## Returns of a lattice walk: Green's function, Pólya's theorem and the Watson integrals

A vacancy that has exchanged with an atom may come back and exchange with it again. How often it does so is fixed by one number, the lattice Green's function at the origin.

### Premises and conventions

1. A single walker jumps between the sites $\mathbf r$ of an infinite Bravais lattice in $d$ dimensions.
2. Each jump is one of $Z$ vectors $\boldsymbol\delta$, chosen with probability $1/Z$ independently of all earlier jumps. The set contains $-\boldsymbol\delta$ with every $\boldsymbol\delta$ (no drift), and integer combinations of the $\boldsymbol\delta$ reach every site.
3. Jumps are counted, not timed, so the waiting times between jumps do not enter.

$P_n(\mathbf r)$ is the probability of being at $\mathbf r$ after $n$ jumps from the origin, $P_n\equiv P_n(\mathbf 0)$, and $f_n$ is the probability that the first return occurs at jump $n$. The return probability is $p=\sum_{n\ge1}f_n$. The brackets $\langle\cdots\rangle$ denote the average over the Brillouin zone. The complete elliptic integral is written with the parameter $m=k^2$: $K(m)=\int_0^{\pi/2}(1-m\sin^2\phi)^{-1/2}d\phi$.

### Green's function as a zone average

The last jump gives $P_{n+1}(\mathbf r)=Z^{-1}\sum_{\boldsymbol\delta}P_n(\mathbf r-\boldsymbol\delta)$. Multiplying by $e^{i\mathbf k\cdot\mathbf r}$ and summing over $\mathbf r$ shows that each jump multiplies the Fourier transform by
$$\lambda(\mathbf k)=\frac1Z\sum_{\boldsymbol\delta}\cos\mathbf k\cdot\boldsymbol\delta ,$$
which is real because the sines cancel in pairs. The transform starts at 1 and is therefore $\lambda^n$. Since $\langle e^{i\mathbf k\cdot(\mathbf r'-\mathbf r)}\rangle=\delta_{\mathbf r\mathbf r'}$, inversion gives $P_n=\langle\lambda^n\rangle$. For $0\le z<1$ the geometric series converges uniformly, as $|\lambda|\le1$, and
$$G(z)=\sum_{n\ge0}P_nz^n=\Big\langle\frac1{1-z\lambda(\mathbf k)}\Big\rangle .\tag1$$
If the walker survives each jump with probability $z$, then $P_nz^n$ is the probability that it is alive and at the origin after jump $n$, and $G(z)$ is the mean number of visits to the origin, the initial one included. We write $G\equiv G(1)$.

### Return probability

A walker at the origin after $n\ge1$ jumps returned there first at some jump $j\le n$, and by premise 2 it then started afresh: $P_n=\sum_{j=1}^nf_jP_{n-j}$. Multiplying by $z^n$ and summing turns the convolution into a product, $G(z)-1=F(z)G(z)$ with $F(z)=\sum f_nz^n$, so $F(z)=1-1/G(z)$. Both series have non-negative terms, so their limits as $z\to1^-$ are their sums, finite or not:
$$p=1-\frac1G,\qquad G=\Big\langle\frac1{1-\lambda(\mathbf k)}\Big\rangle .\tag2$$
The limit may be taken inside the average: where $\lambda>0$ the integrand rises monotonically with $z$, and where $\lambda\le0$ it is bounded by 1. The number of visits $\nu_v$ is geometric, with probability $p^{\nu_v-1}(1-p)$ and mean $1/(1-p)=G$. A return is certain exactly when $G$ diverges.

### Pólya's theorem

The integrand of (2) is singular only where $\lambda=1$, which needs $\mathbf k\cdot\boldsymbol\delta\in2\pi\mathbb Z$ for all $\boldsymbol\delta$. The jumps generate the lattice, so such a $\mathbf k$ is a reciprocal-lattice vector, and in the zone only $\mathbf k=0$ remains. For $|u|\le\pi$ one has $2u^2/\pi^2\le1-\cos u\le u^2/2$. The form $Z^{-1}\sum(\mathbf k\cdot\boldsymbol\delta)^2$ is positive definite because the jumps span $d$ dimensions. Hence in a small ball $k<k_0$ there are constants with $c_1k^2\le1-\lambda\le c_2k^2$, $c_1>0$. Outside the ball $1-\lambda$ is continuous and positive on a compact set, and contributes a finite amount. $G$ therefore converges or diverges with
$$\int_0^{k_0}k^{d-3}\,dk .$$
This diverges for $d=1$ (as a power) and $d=2$ (logarithmically) and converges for $d\ge3$. The unbiased walk is recurrent, $p=1$, in one and two dimensions and transient, $p<1$, in three or more (Pólya, 1921).

### Chain and square lattice

Two integrals are used repeatedly. The substitution $t=\tan(x/2)$ gives the first and $t=B\tan\phi$ the second:
$$\frac1\pi\int_0^\pi\!\frac{dx}{A-B\cos x}=\frac1{\sqrt{A^2-B^2}},\qquad\int_0^\infty\!\!\frac{dt}{\sqrt{(t^2+A^2)(t^2+B^2)}}=\frac1AK\Big(1-\frac{B^2}{A^2}\Big),\tag3$$
with $A>|B|$ in the first and $A\ge B>0$ in the second. For the chain $\lambda=\cos x$, and $G(z)=(1-z^2)^{-1/2}$. Its expansion gives $\langle\cos^{2n}x\rangle=\binom{2n}n4^{-n}\equiv q_n$.

For the square lattice $\lambda=(\cos x+\cos y)/2$, with $x,y$ the wave-vector components times the spacing. Setting $x=u+v$, $y=u-v$ gives $\lambda=\cos u\cos v$, and the square $|u|,|v|\le\pi$ covers the zone exactly twice. Thus $P_{2n}=q_n^2$, which tends to $1/(\pi n)$ by Stirling's formula. The $u$ average follows from (3), and the $v$ average is the definition of $K$:
$$G_{\rm sq}(z)=\frac1\pi\int_0^\pi\frac{dv}{\sqrt{1-z^2\cos^2v}}=\frac2\pi K(z^2).\tag4$$
To find the divergence, put $A=1$, $B=k'=\sqrt{1-m}$ in the second integral of (3). The map $t\to k'/t$ carries $(\sqrt{k'},\infty)$ onto $(0,\sqrt{k'})$ and preserves the integrand times $dt$, so $K$ is twice the integral up to $\sqrt{k'}$. There $t^2+1\to1$ as $k'\to0$, which leaves $K\simeq2\,\mathrm{arsinh}(1/\sqrt{k'})\simeq\ln(4/k')$. With $k'^2=1-z^2\simeq2(1-z)$,
$$G_{\rm sq}(z)\simeq\frac1\pi\ln\frac8{1-z}=\frac1\pi\ln8\bar n ,\tag5$$
where $\bar n=1/(1-z)$ is the mean number of jumps, the fatal one included. Recurrence is slow. From $2nP_{2n}\to2/\pi$ follows $G'\simeq1/[\pi(1-z)]$, so $F'(z)=G'/G^2$ diverges as $z\to1$: on the infinite plane the return is certain but the mean number of jumps to it is infinite.

### The Watson integrals

Let $a$ be the cube edge, and take $(x,y,z')=\mathbf ka$ for sc and $\mathbf ka/2$ for bcc and fcc. Summing the cosines of the 6, 8 and 12 nearest-neighbour vectors gives, with $c_x=\cos x$ and so on,
$$\lambda_{\rm sc}=\tfrac13(c_x+c_y+c_z),\quad\lambda_{\rm bcc}=c_xc_yc_z,\quad\lambda_{\rm fcc}=\tfrac13(c_xc_y+c_yc_z+c_zc_x).$$
For bcc and fcc the cube $[-\pi,\pi]^3$ is spanned by the (200) reciprocal vectors and holds four and two whole zones. Since $\lambda$ is even in each variable, the zone average is in all three cases $\pi^{-3}\int_{[0,\pi]^3}$. These are the integrals evaluated by Watson (1939).

**bcc.** The average factorises, $P_{2n}=q_n^3$, and odd terms vanish. Define $u(s)=\sum u_ns^n$ with $u_n=q_n^3$, so that $G_{\rm bcc}=u(1)$. From $q_n/q_{n-1}=(n-\frac12)/n$ follows $n^3u_n=(n-\frac12)^3u_{n-1}$. With $\theta=s\,d/ds$ this recurrence is the equation $\theta^3u=s(\theta+\frac12)^3u$, or, with $w=s/(1-s)$,
$$\theta^3u=w\big(\tfrac32\theta^2u+\tfrac34\theta u+\tfrac18u\big),\tag6$$
and $u$ is its only power-series solution with $u(0)=1$. Now take $Y={}_2F_1(\frac14,\frac14;1;s)$, whose coefficients obey $n^2Y_n=(n-\frac34)^2Y_{n-1}$, that is $\theta^2Y=w(\frac12Y_1+\frac1{16}Y)$ with $Y_1=\theta Y$. Using $\theta w=w(1+w)$,
$$\theta Y^2=2YY_1,\qquad\theta^2Y^2=2Y_1^2+wYY_1+\tfrac18wY^2,$$
$$\theta^3Y^2=w\big[3Y_1^2+\tfrac32(1+w)YY_1+(\tfrac18+\tfrac3{16}w)Y^2\big].$$
Inserting the first two into the right side of (6) reproduces the third, so $u=Y^2$, a case of Clausen's formula. Euler's integral $Y(s)=[\Gamma(\frac14)\Gamma(\frac34)]^{-1}\int_0^1t^{-3/4}(1-t)^{-1/4}(1-st)^{-1/4}dt$, which follows by expanding the last factor, becomes a beta function at $s=1$: $Y(1)=B(\frac14,\frac12)/[\Gamma(\frac14)\Gamma(\frac34)]=\sqrt\pi/\Gamma(\frac34)^2$. The reflection formula $\Gamma(\frac14)\Gamma(\frac34)=\pi\sqrt2$ then gives
$$G_{\rm bcc}=\frac\pi{\Gamma(3/4)^4}=\frac{\Gamma(1/4)^4}{4\pi^3}=1.3932 .$$

**sc.** Write $1-\lambda=\frac13(3-c_z)[1-\zeta(c_x+c_y)/2]$ with $\zeta=2/(3-c_z)$. The $x,y$ average is (4):
$$G_{\rm sc}=\frac6{\pi^2}\int_0^\pi\frac{dz'}{3-\cos z'}\,K\Big(\frac4{(3-\cos z')^2}\Big)=1.5164 .$$

**fcc.** Here $1-\lambda=\frac13[3-c_xc_y-(c_x+c_y)c_z]$, and (3) turns the $z'$ average into $3/\sqrt D$ with $D=[3-c_x-(1+c_x)c_y][3+c_x+(1-c_x)c_y]$. Put $t=\tan(y/2)$, $\sigma=\sin(x/2)$, $\kappa=\cos(x/2)$. Then $(1+t^2)^2D=16(t^2+\sigma^2)(1+\kappa^2t^2)$ and $dy=2dt/(1+t^2)$. The second integral of (3), with $A=1/\kappa$ and $B=\sigma$, gives $\int_0^\pi dy/\sqrt D=\frac12K(1-\sigma^2\kappa^2)$. As $\sigma\kappa=\frac12\sin x$, which is symmetric about $\pi/2$,
$$G_{\rm fcc}=\frac3{\pi^2}\int_0^{\pi/2}K\big(1-\tfrac14\sin^2x\big)\,dx=1.3447 .$$
The sc and fcc numbers come from quadrature; the endpoint singularities are logarithmic and integrable. Closed forms exist and are quoted here without proof: $G_{\rm fcc}=9\,\Gamma(\frac13)^6/(2^{14/3}\pi^4)$ (Watson) and $G_{\rm sc}=\sqrt6\,\Gamma(\frac1{24})\Gamma(\frac5{24})\Gamma(\frac7{24})\Gamma(\frac{11}{24})/(32\pi^3)$ (the gamma-function form associated with Glasser and Zucker). Both give the same digits.

**Diamond.** This is not a Bravais lattice, but every jump changes sublattice, so returns occur after even numbers of jumps only. A pair of jumps displaces the walker by $\boldsymbol\delta_i-\boldsymbol\delta_j$, $i,j=1,\dots,4$. Four of the 16 combinations vanish and the other twelve are the fcc neighbour vectors. The pair has the structure function $\frac14+\frac34\lambda_{\rm fcc}$, and summing its powers gives $G_{\rm dia}=\langle[\frac34(1-\lambda_{\rm fcc})]^{-1}\rangle=\frac43G_{\rm fcc}$.

| lattice | $Z$ | $G$ | $p$ |
|---|---|---|---|
| fcc | 12 | 1.3447 | 0.256 |
| bcc | 8 | 1.3932 | 0.282 |
| sc | 6 | 1.5164 | 0.341 |
| diamond | 4 | 1.7929 | 0.442 |

### Logarithmic cut-off on a terrace

A vacancy in the top layer of an fcc (100) surface walks on a square lattice with axes along the close-packed $\langle110\rangle$ rows. It lives until it reaches a step. Take rows $m=1,\dots,N-1$ of infinite length, with perfectly absorbing rows at $m=0$ and $m=N$. The renewal argument needs only the Markov property, so $p=1-1/G$ still holds, now site by site, with $G$ the diagonal element of $\sum_nT^n=(1-T)^{-1}$ and $T$ the jump matrix restricted to the terrace. The eigenfunctions of $T$ are $\sqrt{2/N}\sin(\pi jm/N)\,e^{iyl}$, with $l$ the position along the row and $j=1,\dots,N-1$. The eigenvalues are $(\cos2\phi_j+\cos y)/2$ with $\phi_j=\pi j/2N$. The $y$ average follows from (3), and $(2-\cos2\phi)^2-1=4\sin^2\phi\,(1+\sin^2\phi)$, so
$$G_N(m)=\frac2N\sum_{j=1}^{N-1}\sin^2\frac{\pi jm}N\;g(\phi_j),\qquad g(\phi)=\frac1{\sin\phi\sqrt{1+\sin^2\phi}} .\tag7$$
On the central row, $m=N/2$ with $N$ even, the weight is 1 for odd $j$ and 0 for even $j$. Split $g=1/\phi+h(\phi)$ with $h$ smooth. With $M=N/2$ and the harmonic numbers $H_M\simeq\ln M+\gamma$ ($\gamma$ is Euler's constant), the first part is
$$\frac4\pi\sum_{i=1}^M\frac1{2i-1}=\frac4\pi\big(H_{2M}-\tfrac12H_M\big)\simeq\frac2\pi(\ln2N+\gamma).$$
The odd-$j$ points are the midpoints of intervals of length $\pi/N$, so the second part tends to $(2/\pi)\int_0^{\pi/2}h\,d\phi$. With $\omega=\cos\phi/\sqrt{1+\sin^2\phi}$ one finds $g\,d\phi=-d\omega/(1-\omega^2)$, and $1-\omega^2\simeq2\epsilon^2$ at a small lower limit $\epsilon$. Thus $\int_\epsilon^{\pi/2}g\,d\phi=\mathrm{artanh}\,\omega(\epsilon)\simeq\ln(\sqrt2/\epsilon)$, while $\int_\epsilon^{\pi/2}d\phi/\phi=\ln(\pi/2\epsilon)$, so $\int h=\ln(2\sqrt2/\pi)$. Together,
$$G_N(N/2)\simeq\frac2\pi\Big[\ln\frac{4\sqrt2\,N}\pi+\gamma\Big]=\frac2\pi\ln(3.21\,N).\tag8$$
Both approximations leave terms of order $N^{-2}$; for $N=20$ the sum (7) gives 2.6488 and (8) gives 2.6490.

The mean number of jumps to absorption obeys $\bar n(m)=1+\frac12\bar n(m)+\frac14[\bar n(m+1)+\bar n(m-1)]$ with $\bar n(0)=\bar n(N)=0$. The solution is $2m(N-m)$, whose second difference is $-4$ as required, so $\bar n=N^2/2$ at the centre. Inserted in (5), this lifetime gives $(2/\pi)\ln2N$. The coefficient of the logarithm agrees with (8), but the constant is smaller by $(2/\pi)[\ln(2\sqrt2/\pi)+\gamma]=0.30$. The slope, 1.47 visits per decade of $N$, belongs to the lattice, and the constant belongs to the sink geometry.

The two steps bounding a terrace are not equivalent, since one ascends and one descends. Suppose the step at $m=N$ reflects, modelled by folding a terrace of width $2N$ about its central row. Visits to row $m$ then add to those of the mirror site in row $2N-m$. In the mode sum for width $2N$ the even modes cancel and the odd ones double, and at $m=N/2$ their weight is $2\sin^2(\pi j/4)=1$. The result is exactly $G_{2N}(N)$, larger than (8) by $(2/\pi)\ln2=0.44$.

### Range of validity

Equations (1) and (2) are exact for one walker with uncorrelated jumps. This describes a vacancy or a directly hopping interstitial in a pure crystal at a concentration low enough that defects do not meet. It does not describe a tracer atom moved by vacancies, whose successive jumps are correlated. Pólya's theorem in the form proved needs zero drift and jumps of finite range; with a constant bias the walker leaves linearly in $n$ while spreading only as $\sqrt n$, and the walk is transient in any dimension. The tabulated $G$ hold for nearest-neighbour jumps of equal rate. A solute that alters the rates near it changes $p$ at its site. In three dimensions a finite lifetime matters little: the small-$k$ region gives $G-G(z)\propto\int d^3k\,[k^{-2}-(k^2+k_c^2)^{-1}]\propto k_c$ with $k_c^2\propto1/\bar n$, a correction falling as $\bar n^{-1/2}$. In two dimensions no limit exists, and any quoted $G$ must come with its cut-off. Equation (8) further assumes straight parallel steps, a site midway between them, equal rates up to the step, no other sinks and no escape of the vacancy into the second layer.

### Illustration: vacancy in the Cu(100) top layer

With the approximate lattice parameter $a=3.615$ Å the spacing of the surface lattice is $b=a/\sqrt2=2.556$ Å. Equation (8) gives, for two absorbing steps a distance $Nb$ apart:

| $N$ | width (nm) | $\bar n$ | $G$ | $p$ |
|---|---|---|---|---|
| 20 | 5.1 | 200 | 2.65 | 0.62 |
| 200 | 51 | $2\times10^4$ | 4.11 | 0.76 |
| 2000 | 511 | $2\times10^6$ | 5.58 | 0.82 |

A hundredfold widening roughly doubles $G$. For $N=200$ a vacancy that has reached a central site comes back to it 3.11 times on average. The uniform-loss estimate (5) would give $G=3.81$, the sum (7) gives 3.89 on row 50, and one reflecting step raises the central value to 4.56, with $p=0.78$.

None of this depends on the jump rate, which sets only the clock. As a rough attempt frequency take the bulk Debye frequency $\nu=k_B\Theta_D/h=7.15$ THz, from the compiled value $\Theta_D=343$ K (Wikipedia). Assume a migration barrier $E_m=0.40$ eV. At 300 K, $k_BT=25.85$ meV, the total rate over four directions is $\Gamma=4\nu e^{-E_m/k_BT}=5.5\times10^6$ s$^{-1}$, and the model lifetime from the centre of the 51 nm terrace is $\bar n/\Gamma=3.7$ ms. Typical estimates of this barrier lie between about 0.30 and 0.45 eV, which would make the lifetime 48 times shorter or 6.9 times longer, so it is an order-of-magnitude figure at best. An assumed, typical formation energy of 0.5 eV gives a vacancy fraction of $4.0\times10^{-9}$, or $1.6\times10^{-4}$ vacancies in the $N^2$ sites explored, so the single-walker premise is safe.

The number $G$ has a direct meaning for atom transport. After exchanging with a marked Cu atom, the vacancy sits on a neighbouring site. Its chance of jumping onto the atom's site again, averaged over the four neighbours, equals $p$, because a return consists of one jump out followed by such a hit. Near the middle of a wide terrace the four neighbours are almost equivalent and the atom moves only a few spacings, so the number of exchanges per vacancy encounter is geometric with mean $G$. For the 51 nm terrace the model gives between 4.11 and 4.56 exchanges, depending on whether both steps absorb or only one, against 1.3447 for a vacancy in the infinite fcc lattice. A foreign atom embedded in the layer, with its own exchange rate and binding to the vacancy, is not covered by this count.